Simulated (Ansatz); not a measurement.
V: pressure and energy change per atom against volume scale

Results calculated with Ansatz 0.2.0, not measured. Plane-wave DFT, scalar-relativistic PAW made under PBE with cores redone for the functional, no dispersion; the given relaxed cell is scaled uniformly, energy at zero smearing counts from the unscaled cell, pressure at the given Fermi-Dirac smearing is positive in compression.

The cell before it is scaled or strained (space group P6/mmm, No. 191):
```
cell vectors (Å)
   4.3668     0.0000     0.0000
  -2.1834     3.7817     0.0000
   0.0000     0.0000     2.3121
atoms (fractions of the cell vectors)
V   0.00000  1.00000  0.00000
V   0.33333  0.66667  0.50000
V   0.66667  0.33333  0.50000
```

Settings of every row: spin polarised no; functional LDA; wave cutoff 420 eV; smearing width 0.1 eV; k mesh 9x9x15.

Atom starting moment: 0 on all atoms.

Limits: the cell comes from a prototype or a list of computed structures and needn't be the stable phase.

```
row  volume scale  V (Å³/atom)  pressure (GPa)  energy change per atom (meV)
  1          0.88         11.2           32.69                        136.19
  2          0.92       11.709               ?                             ?
  3          0.96       12.218            8.69                          11.8
  4          1.04       13.236           -7.55                         13.93
  5          1.08       13.745          -13.58                         49.01
  6          1.12       14.255          -18.54                        101.49
```

Question: what pressure and energy change per atom should row 2 give?

Worked fit of pressure. Take u = (V_r/V)^(2/3) − 1 with V_r = 13.236 Å³ an atom, which is twice the finite (Eulerian) strain; such expansions in the strain, on which the Birch-Murnaghan equation of state is built, carry the rest volume and the bulk modulus. The shown rows have u = 0.11779, 0.0548, 0, -0.02484, -0.04824. Least squares give pressure = −7.588 + 259.838 × u + 695.99 × u² GPa; a straight line predicts inner rows, each left out in turn, worse (root mean square 2.3 against 0.085 GPa). The rows lie off it by 0.02, -0.05, 0.04, 0.03, -0.04 (root mean square 0.037 GPa). The pressure vanishes at u = 0.0272, or V = 12.71 Å³ an atom, and there the bulk modulus at fixed shape and fractions is B = −V dP/dV = (2/3)(1 + u) dP/du = 204 GPa. Letting shape and atoms relax would as a rule lower it, by much in layered, chain or molecular crystals. The withheld row has u = 0.08515, so the fit gives −7.588 + 259.838 × (0.08515) + 695.99 × (0.08515)² = 19.58 GPa.

The calculation gave 19.51 GPa. The fit lies 0.07 GPa (0.14 % of the column's range) above it; its largest miss of a shown row is 0.05 GPa.

Worked fit of energy change per atom. Take u = (V_r/V)^(2/3) − 1 with V_r = 13.236 Å³ an atom, which is twice the finite (Eulerian) strain; such expansions in the strain, on which the Birch-Murnaghan equation of state is built, carry the rest volume and the bulk modulus. The shown rows have u = 0.11779, 0.0548, 0, -0.02484, -0.04824. Least squares give energy change per atom = 14.047 − 983.468 × u + 17155.57 × u² meV; a straight line predicts inner rows, each left out in turn, worse (root mean square 57 against 0.22 meV). The rows lie off it by -0.04, 0.13, -0.12, -0.05, 0.08 (root mean square 0.091 meV). Its lowest point lies at u = 0.0287, or V = 12.69 Å³ an atom, and the curvature there gives the bulk modulus at fixed shape and fractions, B = (4/9)(1 + u)² E″(u)/V = 204 GPa. Letting shape and atoms relax would as a rule lower it, by much in layered, chain or molecular crystals. The withheld row has u = 0.08515, so the fit gives 14.047 − 983.468 × (0.08515) + 17155.57 × (0.08515)² = 54.69 meV.

The calculation gave 54.94 meV. The fit lies 0.25 meV (0.2 % of the column's range) below it; its largest miss of a shown row is 0.13 meV.
